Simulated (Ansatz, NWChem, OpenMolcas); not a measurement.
SnNH2F (SMILES [NH2][Sn][F]): methods side by side

SnNH2F: 5 atoms, total charge 0, spin state singlet. As SMILES, `[NH2][Sn][F]`. The shape is that of a PBE0-D4/def2-TZVP optimisation. This is one conformer, not always the lowest.

```xyz
5

N    -0.3029    0.4955   -0.3933
Sn    0.3389   -0.0537    1.4232
F     0.9669   -1.7759    0.7543
H    -0.7468    1.3693   -0.6291
H    -0.2062   -0.1089   -1.1966
```

Each level gives the energy change with the N1–H4 bond stretched from 1.008 to 1.815 Å (eV). The values are calculated.

```
                                          level                    kind     program  value (eV)  CPU time (all runs)
      HF/def2-SVP (core potential) (restricted)            Hartree–Fock      NWChem        4.58                 21 s
    BLYP/def2-SVP (core potential) (restricted)                     GGA      Ansatz        3.40                8.2 s
   M06-L/def2-SVP (core potential) (restricted)                meta-GGA  OpenMolcas        3.83                 45 s
    TPSS/def2-SVP (core potential) (restricted)                meta-GGA  OpenMolcas        3.57                 52 s
   BHLYP/def2-SVP (core potential) (restricted)           global hybrid  OpenMolcas        4.19                 28 s
 wB97M-V/def2-SVP (core potential) (restricted)  range-separated hybrid      Ansatz        3.97              1.8 min
PBE-QIDH/def2-SVP (core potential) (restricted)           double hybrid      Ansatz        4.15                 14 s
    CCSD/def2-SVP (core potential) (restricted)   coupled cluster or CI      Ansatz        3.82                 19 s
```

The first shape isn't each level's own minimum. The values span 3.40 to 4.58 eV. In the correlated wave-function rows the outer d shell of Sn is correlated, in sets not made for it. CPU times are rough (shared hosts, several kinds of processor and program).

Stretching this N–H bond costs least with BLYP (3.40 eV) and most with Hartree–Fock (4.58 eV). The three semilocal functionals all lie below the three hybrids, and these in turn lie below Hartree–Fock. As the bonding σ orbital and its antibonding partner draw together, left-right correlation grows. A restricted single determinant can't describe this and keeps too much ionic N–H character, so Hartree–Fock makes the stretch too costly. Semilocal exchange probably mimics part of the missing correlation, an effect that exact exchange removes.

The order isn't set by the exact-exchange share alone: PBE-QIDH contains more of it than BHLYP, yet gives a marginally lower value. M06-L all but coincides with CCSD (3.83 against 3.82 eV), but this doesn't establish it as the most accurate functional here, since CCSD lacks connected triple excitations, which usually lower the energy of a stretched bond further. None of the values is a bond dissociation energy, as the stretched geometry is still short of separated radicals.
